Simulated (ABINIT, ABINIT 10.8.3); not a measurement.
# Lattice constants of ZrB2 from PBE, with LDA tests of mesh, cutoff and potentials

## Experimental context

The reference is the cell of Fe-flux-grown ZrB2 crystals, obtained by powder X-ray diffraction and reported in "Extremely large magnetoresistance and high-density Dirac-like fermions in ZrB2" (2017, arXiv:1712.03362). The work itself is about transport: magnetoresistance, Hall effect and quantum oscillations down to 2 K and up to 14 T, compared with calculated bands of a candidate nodal-line semimetal. The temperature of the diffraction measurement is not given with the lattice constants.

A second pair of values comes from a sintered sputtering target, in "Chemical Bonding in Epitaxial ZrB2 Studied by X-ray Spectroscopy" (2018, arXiv:1801.08663). That target contains some monoclinic ZrO2, which as a separate phase should not by itself shift the diboride reflections. The two samples agree to better than 0.1 % in both axes.

| compared with | measured | source's wording or label | method |
| --- | --- | --- | --- |
| a (Å) | 3.1692 ± 0.0001 | 3.1692 ± 0.0001 A | powder XRD * |
| c (Å) | 3.5307 ± 0.0002 | 3.5307 ± 0.0002 A | powder XRD * |
| a (Å) | 3.167 | a from theta/2theta XRD | X-ray diffraction |
| c (Å) | 3.531 | c from theta/2theta XRD | X-ray diffraction |

Where a quantity has several values, deviations refer to the one marked *.

Conditions are those given with the value in the passage it was taken from; "not stated" means there, and the paper may say more elsewhere.

## Aim and plan

I want $a$ and $c$ of the AlB2-type cell from a full relaxation. With three atoms, no magnetism and no strong correlation, a semilocal functional should suffice. Symmetry fixes the atomic positions, so only the two axes are free.

I count the result a success if $a$ and $c$ each fall within 1 % of the reference. That is about the usual error of a good semilocal functional for a lattice constant. It also leaves room for zero-point and thermal expansion, which a static calculation omits and which I put at roughly a few tenths of a per cent in so stiff a boride. The scatter between the two samples is much smaller than this.

I start with PBE. LDA usually gives cells about a per cent too short, which would use up the whole allowance, so I do not rest the answer on it. It will serve as the neighbouring level, and on it I will test the k mesh and the potentials. Those tests hold strictly for LDA and are only an indication for PBE.

System: ZrB2 (zirconium diboride), AlB2-type hexagonal; P6/mmm (No. 191), 3 atoms in the primitive cell; the database structure is a diffraction structure: a = 3.170 Å, c = 3.533 Å; structure from the Crystallography Open Database.

## 1. PBE relaxation of the cell

The PBE datasets match the functional here, and PBE usually does well for compounds of the early 4d metals. I expect both axes within half a per cent of experiment, more likely long than short. The starting diffraction cell is already within 0.1 % of the reference, so the distance the relaxation moves away from it will be almost entirely the error of the calculation.

**Run 1.** ABINIT 10.8.3: PBE, JTH PAW datasets, cell and atoms relaxed from the database structure, cutoff 20 Ha, 9x9x8 k mesh, Gaussian smearing 0.1 eV.

Key lines of the input:
```
# potential files: JTH PAW datasets, made for PBE
ecut 20
pawecutdg 40
ecutsm 0.5
dilatmx 1.06
optcell 2
ionmov 2
ntime 50
tolmxf 5.0d-5
ngkpt 9 9 8
shiftk 0.0 0.0 0.0
occopt 7
tsmear 0.1 eV
nband 15
nstep 80
tolvrs 1.0d-10
pseudos "Zr.xml, B.xml"
ntypat 2
znucl 40 5
natom 3
typat 1 2 2
# ... acell, rprim, xred
```

Command:
```
OMP_NUM_THREADS=1 mpirun -n 8 abinit run.abi > run.log
```

Selected lines of the output:
```
 At Broyd/MD step   5, gradients are converged :
-Cartesian components of stress tensor (GPa)         [Pressure= -1.2184E-02 GPa]
            acell      5.9938177800E+00  5.9938177800E+00  6.6915696705E+00 Bohr
```

Converged; 22 s on 8 cores of Intel Xeon at 2.70GHz, shared host.

| quantity | run 1 | measured | deviation |
| --- | --- | --- | --- |
| a (Å) | 3.1718 | 3.1692 ± 0.0001 | +0.0026 (+0.1 %) |
| c (Å) | 3.5410 | 3.5307 ± 0.0002 | +0.0103 (+0.3 %) |
| conventional cell volume (Å³) | 30.85 |  |  |
| final pressure (GPa) | −0.01218 |  |  |

Both axes come out slightly long, $a$ by 0.1 % and $c$ by 0.3 %, well inside the 1 % target. The sign is the usual one for PBE. Thermal and zero-point expansion would lengthen the cell further and so widen both deviations a little, but a few tenths of a per cent would still leave room. The residual pressure is about 0.01 GPa, negligible for a solid this stiff.

## 2. LDA for scale, with a denser mesh

The open numerical point is the k mesh, since ZrB2 is a semimetal with small Fermi pockets. I relax the cell in LDA at the same cutoff, mesh and smearing as the PBE run, then repeat it on a 12×12×10 mesh. The first run gives the neighbouring level, the pair gives the mesh error in LDA. I expect LDA to be short by about one per cent in both axes, and the mesh to matter far less than that.

**Run 2.** ABINIT 10.8.3: LDA, JTH PAW datasets, cell and atoms relaxed from the database structure, cutoff 20 Ha, 9x9x8 k mesh, Gaussian smearing 0.1 eV.

Key lines of the input, as changed from run 1:
```diff
- # potential files: JTH PAW datasets, made for PBE
+ # potential files: JTH PAW datasets, made for LDA
```

Selected lines of the output:
```
 At Broyd/MD step   6, gradients are converged :
            acell      5.9210555631E+00  5.9210555631E+00  6.5910418547E+00 Bohr
```

Converged; 2.9 min on 8 cores of Intel Xeon at 2.50GHz (Skylake/Cascade Lake), shared host.

**Run 3.** ABINIT 10.8.3: LDA, JTH PAW datasets, cell and atoms relaxed from the database structure, cutoff 20 Ha, 12x12x10 k mesh, Gaussian smearing 0.1 eV.

Key lines of the input, as changed from run 2:
```diff
- ngkpt 9 9 8
+ ngkpt 12 12 10
```

Selected lines of the output:
```
 At Broyd/MD step   6, gradients are converged :
            acell      5.9186758772E+00  5.9186758772E+00  6.5949156124E+00 Bohr
```

Converged; 45 s on 8 cores of Intel Xeon at 2.70GHz, shared host.

| quantity | run 2 | run 3 | measured |
| --- | --- | --- | --- |
| a (Å) | 3.1333 | 3.1320 | 3.1692 ± 0.0001 |
| c (Å) | 3.4878 | 3.4899 | 3.5307 ± 0.0002 |
| conventional cell volume (Å³) | 29.65 | 29.65 |  |
| final pressure (GPa) | −0.00653 | −0.00833 |  |

LDA is short by 1.1 % in $a$ and 1.2 % in $c$ on the 9×9×8 mesh, a narrow miss in both axes that the denser mesh does not change. The two functionals thus bracket the reference, with PBE much the closer.

The denser mesh shortens $a$ by 0.0013 Å and lengthens $c$ by 0.0021 Å, while the volume stays at 29.65 Å$^3$. In LDA the mesh therefore slightly alters the shape of the cell, by less than 0.1 % in either axis. A change of that size in PBE would not threaten its result.

## 3. Potentials and cutoff in LDA

The datasets and the plane-wave cutoff are still untested. I repeat the LDA relaxation with norm-conserving PseudoDojo potentials, which share neither the PAW construction nor the cutoff. Their mesh is coarser along $c$, so a small part of any difference may come from sampling. A PAW run at 14 Ha, otherwise identical to the first LDA run, shows how strongly the cell responds to the cutoff; it cannot prove 20 Ha converged. I expect the potentials to agree within a few tenths of a per cent.

**Run 4.** ABINIT 10.8.3: LDA, PseudoDojo norm-conserving potentials, cell and atoms relaxed from the database structure, cutoff 38 Ha, 9x9x6 k mesh, Gaussian smearing 0.1 eV.

Key lines of the input, as changed from run 1:
```diff
- # potential files: JTH PAW datasets, made for PBE
- ecut 20
- pawecutdg 40
+ # potential files: PseudoDojo norm-conserving potentials, made for LDA
+ ecut 38
- ngkpt 9 9 8
+ ngkpt 9 9 6
- pseudos "Zr.xml, B.xml"
+ pseudos "Zr.upf, B.upf"
```

Selected lines of the output:
```
            acell      5.9244256160E+00  5.9244256160E+00  6.5896036013E+00 Bohr
```

Converged; 51 s of wall time.

**Run 5.** ABINIT 10.8.3: LDA, JTH PAW datasets, cell and atoms relaxed from the database structure, cutoff 14 Ha, 9x9x8 k mesh, Gaussian smearing 0.1 eV.

Key lines of the input, as changed from run 2:
```diff
- ecut 20
- pawecutdg 40
+ ecut 14
+ pawecutdg 28
```

Selected lines of the output:
```
            acell      5.9229029917E+00  5.9229029917E+00  6.5922974821E+00 Bohr
```

Converged; 2.5 min on 8 cores of Intel Xeon at 2.50GHz (Skylake/Cascade Lake), shared host.

| quantity | run 4 | run 5 | measured |
| --- | --- | --- | --- |
| a (Å) | 3.1351 | 3.1343 | 3.1692 ± 0.0001 |
| c (Å) | 3.4871 | 3.4885 | 3.5307 ± 0.0002 |
| conventional cell volume (Å³) | 29.68 | 29.68 |  |
| final pressure (GPa) | −0.00170 | −0.00792 |  |

The norm-conserving potentials lengthen $a$ by 0.0018 Å and shorten $c$ by 0.0007 Å relative to the PAW run on the 9×9×8 mesh. Lowering the PAW cutoff to 14 Ha lengthens the axes by 0.0010 and 0.0007 Å. All these shifts are below 0.1 %, so the short LDA cell comes from the functional and not from the datasets.

For PBE this is indirect evidence. If its numerical errors are of similar size, its excess of 0.0026 Å in $a$ is hardly distinguishable from them, while the 0.0103 Å in $c$ is clearly larger. Neither comes near the 1 % limit, and I stop here.

## Overview

| run | settings | a (Å) | deviation | c (Å) | deviation | cost |
| --- | --- | --- | --- | --- | --- | --- |
| 1 | PBE, JTH PAW datasets, cutoff 20 Ha, 9x9x8 k mesh | 3.1718 | +0.0026 (+0.1 %) | 3.5410 | +0.0103 (+0.3 %) | 3 core-min |
| 2 | LDA, JTH PAW datasets, cutoff 20 Ha, 9x9x8 k mesh | 3.1333 | −0.0359 (−1.1 %) | 3.4878 | −0.0429 (−1.2 %) | 23 core-min |
| 3 | LDA, 12x12x10 mesh | 3.1320 | −0.0372 (−1.2 %) | 3.4899 | −0.0408 (−1.2 %) | 6 core-min |
| 4 | LDA, PseudoDojo, cutoff 38 Ha, 9x9x6 mesh | 3.1351 | −0.0341 (−1.1 %) | 3.4871 | −0.0436 (−1.2 %) | 6.8 core-min |
| 5 | LDA, cutoff 14 Ha | 3.1343 | −0.0349 (−1.1 %) | 3.4885 | −0.0422 (−1.2 %) | 20 core-min |
|  | measured | 3.1692 ± 0.0001 |  | 3.5307 ± 0.0002 |  |  |

## Assessment

The PBE relaxation meets the target in both axes: $a$ is 0.1 % and $c$ 0.3 % longer than the powder-diffraction values, against an allowance of 1 %. It took 22 s on eight cores. The excess in $a$ is about as large as the difference between the two measured samples; that in $c$ is well outside their scatter.

LDA gives both axes 1.1 to 1.2 % too short, a narrow miss. Thermal and zero-point expansion, roughly a few tenths of a per cent, would lengthen both calculated cells. It would bring LDA closer to the limit or just inside it, and take PBE further from experiment, though still within the target. The small PBE deviation therefore owes something to the static treatment, and the functional's own error is probably somewhat larger than the table shows.

The sign of what remains fits the usual tendency of PBE to make cells slightly too large. Why $c$ is overestimated more than $a$ I have not settled.

The denser mesh and the change of potentials were the useful tests: each moved the LDA axes by less than 0.1 %, so the LDA shortfall belongs to the functional. The run at lower cutoff added little, as it shows only a weak response below the setting I used. None of these tests was repeated in PBE. For that level they make a numerical error near 1 % unlikely, but they do not fix the last few thousandths of an ångström.

For this nonmagnetic, weakly correlated diboride, a plain PBE relaxation is sufficient for lattice constants at the 1 % level.

[Logs are printed without paths, hosts, clocks, repeated set-up lines and the standing remarks that a program may print on its own settings, such as how far it seeks lower states.]

[The runs shown are a pick from a larger set of finished runs; failed, doubtful and other runs were left out of it ahead of writing. So were measured values far from every level or from commonly accepted values, and agreement can look better than it is. Lines of input and output are excerpts and may be shortened.]
